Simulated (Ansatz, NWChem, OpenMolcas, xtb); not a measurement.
# Loss of F2: C2H3F3 → C2H3F + F2

Species: C2H3F3 `FCC(F)F`, singlet; C2H3F `C=CF`, singlet; F2 (fluorine), singlet. 

Shapes, held fixed at every level: PBE0-D4/def2-TZVP. Flexible molecules stand in one conformer, not always the lowest. Programs: Ansatz 0.2.0, NWChem 7.3.0, OpenMolcas 26.06, xtb 6.7.1. A level may come from different programs for different species; with the same settings they agree closely. Electronic energies: no zero-point or thermal term.

```
                             level            kind  ΔE (kJ/mol)
                          GFN0-xTB  semi-empirical       +333.2
                         HF/STO-3G    Hartree–Fock       +382.1
                          HF/3-21G    Hartree–Fock       +485.0
                       HF/def2-SVP    Hartree–Fock       +613.0
B3LYP/6-31G* (Cartesian functions)   global hybrid       +533.3
                     PBE0/def2-SVP   global hybrid       +571.0
```

PBE0/def2-SVP gives ΔE = +571.0 kJ/mol; the levels span +333.2 to +613.0. GFN0-xTB strays far from the other rows. The median of the levels is +509.2. No measured value is set beside it here. Rows in sets without polarisation functions are far from converged.

Every level makes loss of F2 from 1,1,2-trifluoroethane strongly endothermic, so the direction of the energy change is secure even though its size is not. Two strong, polar C–F bonds are given up, and the return is only a C=C π bond and the weak F–F bond, in which lone pairs on two small, compact atoms repel each other. Fluorine is thus moved from a carbon partner that yields electron density to one that competes equally for it. Read in reverse, the same balance accounts for the very exothermic addition of fluorine to alkenes.

Within Hartree–Fock the reaction energy climbs steadily from STO-3G to def2-SVP. In the latter basis it lies above PBE0, at +613.0 against +571.0 kJ/mol, probably because the missing correlation matters more for F2 than for the C–F bonds. The energies say nothing about the barrier or about competition from HF elimination, which is normally the far less costly route from a fluoroalkane to an alkene.
